Dimensional reduction for branched polymers and lattice animals: solution key

Statement. Let A_N ~ λ^N N^(−θ) count N-monomer branched polymers with excluded volume in d dimensions, modulo translation, and let R_g ~ N^ν. Let σ(D) be the Yang–Lee edge exponent of a repulsive gas in D dimensions. Then θ(d) = σ(d − 2) + 2, and for 2 < d ≤ 8 also ν = (θ − 1)/(d − 2). The relation was proposed by Parisi and Sourlas (1981) and proved for a continuum model by Brydges and Imbrie (2003). Lengths are in units of the bond length ℓ until part (h), and D = d − 2.

Premises

P1 (polymer). U(t) is the pair Boltzmann factor as a function of squared distance t. It is smooth, 0 ≤ U ≤ 1, U′ ≥ 0, and f = U − 1 decreases rapidly. Monomers sit at y_1 = 0, y_2, ..., y_N in d dimensions, T runs over trees on N labelled vertices, y_e = y_i − y_j for the pair e = (ij), and
(1) A_N = (1/N!) Σ_T ∫ d^dy_2 ... d^dy_N Π_{e∈T} 2U′(|y_e|²) Π_{e∉T} U(|y_e|²).
In the hard limit U is the unit step at t = 1 and 2U′ = 2δ(r² − 1) = δ(r − 1): bonded spheres of unit diameter touch and no two overlap. The sum over T makes the branching annealed.

P2 (gas). Particles in D dimensions interact through the same U. With activity z (thermal wavelength absorbed), β = 1/kT and s_e = |x_i − x_j|², Mayer's cluster expansion reads
(2) βp = Σ_N b_N z^N, b_N = (1/N!) ∫ d^Dx_2 ... d^Dx_N J(s), J(s) = Σ_G Π_{e∈G} f(s_e),
with G running over connected graphs on N vertices.

P3 (edge). The only singularity of βp on its circle of convergence is at z = −z_c. With ε = 1 + z/z_c the singular parts of density and pressure go as ε^σ and ε^(1+σ), and one length ξ ~ ε^(−ν_g) diverges. For D ≤ 6 this point has a single relevant scaling field and no dangerous irrelevant one, and belongs to the Yang–Lee class. P3 is verified below for D = 1, its singularity statement also for D = 0, and it is assumed otherwise.

P4 (universality). Lattice trees, lattice animals (which may contain loops) and model (1) share θ and ν. This is assumed.

(a) A tree identity in the plane

Take points w_1 = 0, w_2, ..., w_N in the complex plane, t_e = |w_i − w_j|², and ∂_T = Π_{e∈T} ∂/∂t_e. Let F(t) be a finite sum of products Π_{e∈G} φ_e(t_e), each G connected and each φ_e smooth and rapidly decreasing. Claim:
(3) F(0) = Σ_T ∫ Π_{i=2..N} (−d²w_i/π) ∂_T F(t).

Step 1, Gaussian integral. Take E = exp(−Σ_e a_e t_e) over all pairs, with a_e = η − ik_e, η > 0, k_e real. Then Σ a_e t_e = w̄ᵀAw with A = Σ_e a_e b_e b_eᵀ, where the vector b_e has +1 at i, −1 at j and the entry of vertex 1 removed. Write A = ηL − iK, with L and K real symmetric. L is positive definite, since w̄ᵀLw = Σ t_e vanishes only if every w_i equals w_1 = 0. A real matrix M then exists with MᵀLM = 1 and MᵀKM = diag(κ_m). The substitution w = Mv acts on real and imaginary parts alike, with Jacobian (det M)², so
∫ Π d²w E = (det M)² Π_m π/(η − iκ_m) = π^(N−1)/det A.

Step 2, determinant. The Cauchy–Binet formula gives det A = Σ_S (det B_S)² Π_{e∈S} a_e, over sets S of N − 1 edges, with B_S built from the columns b_e. If S contains a cycle, a signed sum of its columns vanishes and det B_S = 0. Otherwise S is a tree; expanding along the row of a leaf other than vertex 1, and repeating, gives ±1. Hence det A = Σ_T Π_{e∈T} a_e, Kirchhoff's matrix-tree theorem. With all a_e = 1, A has one eigenvalue 1 and N − 2 eigenvalues N, so there are N^(N−2) trees.

Step 3. ∂_T E = (−1)^(N−1) Π_{e∈T} a_e E. This sign cancels that of the measure, and the right side of (3) is det A/det A = 1 = E(0).

Step 4, superposition. Extend each φ_e smoothly to t < 0 with a cutoff and write it as a Fourier integral, taking k_e = 0 for e outside G. Then F exp(−ηΣt) is a superposition of functions E. The Fourier weight falls faster than any power of k and the Gaussian converges absolutely, so the integrals may be exchanged and (3) holds for F exp(−ηΣt).

Step 5, η → 0. A derivative acting on the exponential brings a factor η. The remaining integrand is integrable uniformly in η, because the φ_e along a spanning tree of G tie every w_i to the origin. Such terms vanish and (3) follows.

(b) The exact identity

Fix the x_i and put F(t) = J(s + t), which is of the admitted form. A graph G survives ∂_T only if it contains every edge of T, and every graph that contains T is connected. The sum over G is therefore a free sum over the remaining edges:
∂_T J = Π_{e∈T} f′ Π_{e∉T} (1 + f) = Π_{e∈T} U′ Π_{e∉T} U.
All arguments are s_e + t_e = |y_e|² with y = (x, w), a point in D + 2 dimensions. Thus
(4) J(s) = (−1/π)^(N−1) Σ_T ∫ d²w_2 ... d²w_N Π_{e∈T} U′(|y_e|²) Π_{e∉T} U(|y_e|²).
Test: N = 3, s = 0, U = 1 − g e^(−t). The left side is 3g² − g³. Each of the three trees gives g²(1 − g/3), where 1/3 = 1/det A for unit weights on the triangle, and the sides agree.
Integrating (4) over x_2 ... x_N, dividing by N! and restoring a factor 2 per bond gives
(5) b_N(D) = (−1/2π)^(N−1) A_N(D + 2).
For hard spheres let U rise from 0 to 1 over a width Δ → 0. The left side converges by dominated convergence. On the right 2U′ tends to the surface measure of the unit sphere, and the non-bonded factors are discontinuous only on configurations of measure zero, so (5) survives.

(c) The exponent θ

Since A_N > 0, the b_N alternate in sign, and by Pringsheim's theorem βp is singular at z = −z_c, where z_c is the radius of convergence. That radius is positive: ∫d²w U′(s + |w|²) = π[1 − U(s)], so one bond has total weight 2πB with B = ∫d^Dx (1 − U), and U ≤ 1 gives A_N ≤ (2πB)^(N−1) N^(N−2)/N!, hence z_c ≥ 1/(eB). It is finite for hard spheres, because chains with all bonds inside a narrow cone about one axis never overlap and already give exponential growth.
With u = −z/z_c the binomial series has
coefficient of u^N in (1 − u)^(1+σ) = Γ(N − 1 − σ)/[Γ(−1 − σ) N!] ~ N^(−σ−2)/Γ(−1 − σ).
For σ = −1 the power is replaced by ln(1 − u), with coefficient −1/N, which obeys the same law. By P3 this term controls b_N at large N, and (5) gives
(6) θ(d) = σ(d − 2) + 2, λ = 2π/z_c.

(d) The exponent ν

Define the form factor P_N(k) = ⟨N^(−2) Σ_{i,j} exp(ik·y_ij)⟩ in the ensemble (1). Isotropy gives P_N = 1 − k²R_g²/d + O(k⁴), with R_g² = ⟨(1/2N²) Σ_{i,j} |y_ij|²⟩. For the gas with position-dependent activity, ln Ξ = Σ_N (1/N!) ∫ J Π_i z(x_i) d^Dx_i. Applying z(x)δ/δz(x) at two points gives the connected density correlation, self term included, and inserts Σ_{i,j} δ(x − x_i) δ(x′ − x_j). Its Fourier transform is G(k; z) = Σ_N (z^N/N!) ∫ J Σ_{i,j} exp(ik·x_ij). Insert (4). For k in the D-dimensional subspace k·x_ij = k·y_ij, and P_N depends on |k| alone, so for D ≥ 1
(7) G(k; z) = Σ_N b_N N² P_N(k) z^N.
At k = 0 this is (z d/dz)² βp ~ ε^(σ−1). With one diverging length G = ε^(σ−1) Φ(kξ), and the k² term goes as ε^(σ−1−2ν_g). The rule of part (c) turns this into |b_N| N² R_g² ~ z_c^(−N) N^(−σ+2ν_g), while |b_N| N² ~ z_c^(−N) N^(−σ). Hence R_g² ~ N^(2ν_g) and ν(d) = ν_g(d − 2).
A rescaling of lengths by a factor b, with one relevant field of eigenvalue Y, gives p_sing(ε) = b^(−D) p_sing(b^Y ε) and ξ(ε) = b ξ(b^Y ε). Choosing b = ε^(−1/Y) yields ν_g = 1/Y and 1 + σ = Dν_g. With (6),
(8) ν = (σ + 1)/(d − 2) = (θ − 1)/(d − 2), 2 < d ≤ 8.

(e) Exact cases

d = 2. In D = 0 a hard-core gas holds at most one particle: βp = ln(1 + z), b_N = (−1)^(N−1)/N, z_c = 1, density z/(1 + z), σ = −1. Thus A_N = (2π)^(N−1)/N and θ = 1. Direct check for N = 3: three trees, 2π for the first bond, 2π − 2π/3 for the second, so A_3 = 3·2π·(4π/3)/6 = 4π²/3. Equation (8) reads 0/0 and (7) needs D ≥ 1, so ν is not fixed; numerical estimates are approximately 0.64.

d = 3. The gas is that of hard rods of unit length (Tonks, 1936). With centres in [0, L], the N-particle term has two free end intervals and N − 1 gaps of at least 1, so ∫dL e^(−sL) Ξ = 1/s + Σ_{N≥1} z^N s^(−N−1) e^(−s(N−1)). This geometric series diverges at z e^(−s)/s = 1, and Ξ ~ e^(βpL) identifies that s with P = βp:
(9) z = P e^P, ρ = z dP/dz = P/(1 + P).
Lagrange inversion gives b_N = (1/N) × [coefficient of P^(N−1) in e^(−NP)] = (−N)^(N−1)/N!. The map P e^P has one stationary point, P = −1, so z_c = 1/e; expanding there, 1 + P ≈ (2ε)^(1/2) and ρ ~ ε^(−1/2), σ = −1/2. By (5) and Stirling's formula
(10) A_N = (2π)^(N−1) N^(N−1)/N! ≈ (2π)^(−3/2) (2πe)^N N^(−3/2),
so θ = 3/2 and λ = 2πe = 17.08. Direct check for N = 3: the second bond avoids a cap of half-angle 60° and solid angle π, so A_3 = 3·4π·3π/6 = 6π², as (10) gives.

Size. For z > 0 successive gaps γ are independent with density P e^(−P(γ−1)), γ > 1, whose transform is ω = P e^(ik)/(P − ik). Summing over m-th neighbours on both sides, for k ≠ 0, G = ρ[1 + Σ_{m≥1} (ω^m + ω̄^m)] = ρ(1 − |ω|²)/|1 − ω|². Here 1 − |ω|² = k²/(P² + k²) and |1 − ω|² = [P²(1 − cos k)² + (k + P sin k)²]/(P² + k²), so
(11) G = ρ/[1 + 2P (sin k)/k + 2P²(1 − cos k)/k²].
The denominator is (1 + P)² − k²(P/3 + P²/12) + k⁴(P/60 + P²/360) − .... Equation (11) is analytic in z near zero, so its series is (7). Put x = −z and τ = −P, so that τ = x e^τ = Σ|b_N| x^N and b_N z^N = −|b_N| x^N. The k² terms of (7) and (11) give
Σ_N |b_N| N² (R_g²/3) x^N = τ²(4 − τ)/[12(1 − τ)⁵].
The operator ϑ = x d/dx multiplies the N-th term by N and acts as [τ/(1 − τ)] d/dτ. Then ϑτ = τ/(1 − τ), ϑ²τ = τ/(1 − τ)³, ϑ³τ = τ(1 + 2τ)/(1 − τ)⁵, and (ϑ³ − ϑ²)τ = τ[1 + 2τ − (1 − τ)²]/(1 − τ)⁵ = τ²(4 − τ)/(1 − τ)⁵. Comparing coefficients, R_g²/3 = (N − 1)/12:
(12) R_g² = (N − 1)/4 for every N.
So ν = 1/2, obtained without P3 and equal to the value of (8). Check for N = 3: the cosine of the bond angle is uniform on [−1, 1/2] with mean −1/4, the end monomers have ⟨r²⟩ = 5/2, and R_g² = (1 + 1 + 5/2)/9 = 1/2.

Form factor at large N. Let δ = 1 − τ and x = e^(−1−ε), which matches the earlier ε to leading order; ln x = ln τ − τ gives δ² ≈ 2ε. For k and δ small and comparable, the denominator of (11) tends to δ² + k²/4 and ρ to −1/δ. With a = k²/8 and the sum over N read as a Laplace integral,
∫dN e^(−εN) |b_N| e^(−N) N² P_N = (2ε)^(−1/2)/[2(ε + a)].
The inverse transform of ε^(−1/2)/(ε + a) is the convolution ∫_0^N (πn)^(−1/2) e^(−a(N−n)) dn = 2(πa)^(−1/2) Daw(Y), with Y² = aN and Dawson's function Daw(Y) = e^(−Y²) ∫_0^Y e^(v²) dv. Dividing by the value at a = 0,
(13) P(k) = Daw(Y)/Y = 1 − 2Y²/3 + 4Y⁴/15 − ..., Y² = k²R_g²/2.
Terms dropped are at most of relative order δ ~ N^(−1/2). Through k⁴ they vanish: the operator method applied to the k⁴ term of (11) gives the coefficient (N − 1)²/240, which equals that of (13) with R_g from (12). At large Y, Daw ≈ 1/(2Y) and P ≈ 1/(kR_g)².

(f) d = 4 and d ≥ 8

d = 4. The value σ(2) = −1/6 is quoted from conformal field theory (Cardy, 1985), not derived here. Then θ = 11/6 and ν = 5/12.

Ideal trees. Dropping the non-bonded factors in (1) gives A_N = (2πB)^(N−1) N^(N−2)/N!, and Stirling's formula gives θ = 5/2. Through (5) this is the mean-field gas z = ρ e^(Bρ), whose density has a square-root branch point at Bρ = −1, so σ = 1/2 as (6) requires. For the size, measure activity in units of the bond weight. Rooted trees have generating function τ = x e^τ. Two marked monomers are joined by a unique path of m bonds whose m + 1 vertices each carry a factor τ, so the generating function of N²A_N P_N is Σ_m τ^(m+1) φ^m = τ/(1 − τφ), where φ = 1 − k²/(2d) + ... is the normalised transform of a unit bond. The k⁰ term τ/(1 − τ) has coefficients N^N/N! ≈ e^N (2πN)^(−1/2). The k² term is −(k²/2d) τ²/(1 − τ)², and τ²/(1 − τ)² ≈ 1/(2ε) has coefficients ≈ e^N/2. The ratio gives R_g² ≈ (πN/8)^(1/2), so ν = 1/4.
Contacts between distant parts of such a tree number about N²/R_g^d ~ N^(2−d/4), which vanishes at large N for d > 8; local contacts only shift λ. This estimate is heuristic; mean-field behaviour above eight dimensions was established for spread-out lattice models by Hara and Slade (1990). Thus θ = 5/2 and ν = 1/4 for d ≥ 8, with logarithmic corrections at d = 8, the image of D = 6 for the edge (Fisher, 1978). Equation (8) gives (3/2)/6 = 1/4 at d = 8 and fails above it, where (6) still holds.

d = 2: σ = −1, θ = 1, ν not fixed
d = 3: σ = −1/2, θ = 3/2, ν = 1/2
d = 4: σ = −1/6, θ = 11/6, ν = 5/12
d ≥ 8: σ = 1/2, θ = 5/2, ν = 1/4

(g) Range of validity

1. Equations (5) and (7) are exact for model (1) at every N, and so are (10) and (12) for hard spheres in d = 3.
2. Bond weight and repulsion derive from one function U. For other models, lattice animals among them, only θ, ν and the scaling form (13) carry over, on premise P4; λ and the prefactor of R_g do not.
3. U′ ≥ 0 means net repulsion, a good solvent. Near the theta point or in collapse the exponents change.
4. The ensemble is one isolated molecule, so the concentration must lie well below overlap.
5. Branching is annealed. A topology frozen during synthesis, for example in a melt near gelation, is a different ensemble that the proof does not cover.
6. N must far exceed the number of units between branch points, and (13) needs kℓ ≪ 1. It refers to one mass; a broad mass distribution must be averaged over and changes the apparent slope of the scattering curve.
7. Equation (8) holds for 2 < d ≤ 8 only.

(h) Numerical illustration: randomly branched dimethylsiloxane polymer, dilute in a good solvent

Identify one bead with one Kuhn segment of poly(dimethylsiloxane). Typical inputs: Kuhn length ℓ = 1.3 nm, segment mass M_0 = 380 g/mol, melt density 0.97 g/cm³. Branching is allowed at every bead. The same formulas would apply, with other inputs, to branched siloxane sols of the kind used for spin-on dielectrics, as far as these are loosely branched.

For M = 1.0×10⁶ g/mol, N = M/M_0 = 2632, and (12) gives R_g = (ℓ/2)(N − 1)^(1/2) = 33 nm. For M = 1.0×10⁵ g/mol, N = 263 and R_g = 11 nm. The ratio is (2631/262)^(1/2) = 3.17, against 10^(1/2) = 3.16 for the pure power law. The overlap concentration of the larger molecule, c* = 3M/(4πN_A R_g³), is 11 g/L, and it scales as M^(−1/2).

Scattering with wavevector q, from (13), beside the Debye function 2(e^(−X) − 1 + X)/X², X = q²R_g², of an ideal linear chain, which has the same ν:
qR_g = 1: P = 0.72 (Debye 0.74)
qR_g = 3: P = 0.13 (Debye 0.20)
The Kratky function (qR_g)²P = 2Y Daw(Y) has a maximum of 1.28 at Y = 1.50, that is qR_g = 2.12, and then falls to 1, whereas the Debye curve rises monotonically to 2. For the larger molecule the maximum lies at q = 0.064 nm⁻¹, where qℓ = 0.083 is small and N^(−1/2) = 0.02 bounds the order of the dropped terms.

The exponent 1/2, the ratio of radii and the curve against qR_g are the universal content. The values 33 nm, 11 g/L and 0.064 nm⁻¹ belong to the model with these inputs. A bead of diameter ℓ has volume πℓ³/6 = 1.15 nm³, while the segment occupies M_0/(density × N_A) = 0.65 nm³, so the hard core is oversized by a factor of 1.8 in volume. As typical knowledge, a linear chain of this mass in a good solvent has R_g near 40 nm and a densely branched one about half of that, so the model's 33 nm is probably too large by a factor of roughly 1.5 to 2; c* would then be higher and the Kratky maximum would move to larger q.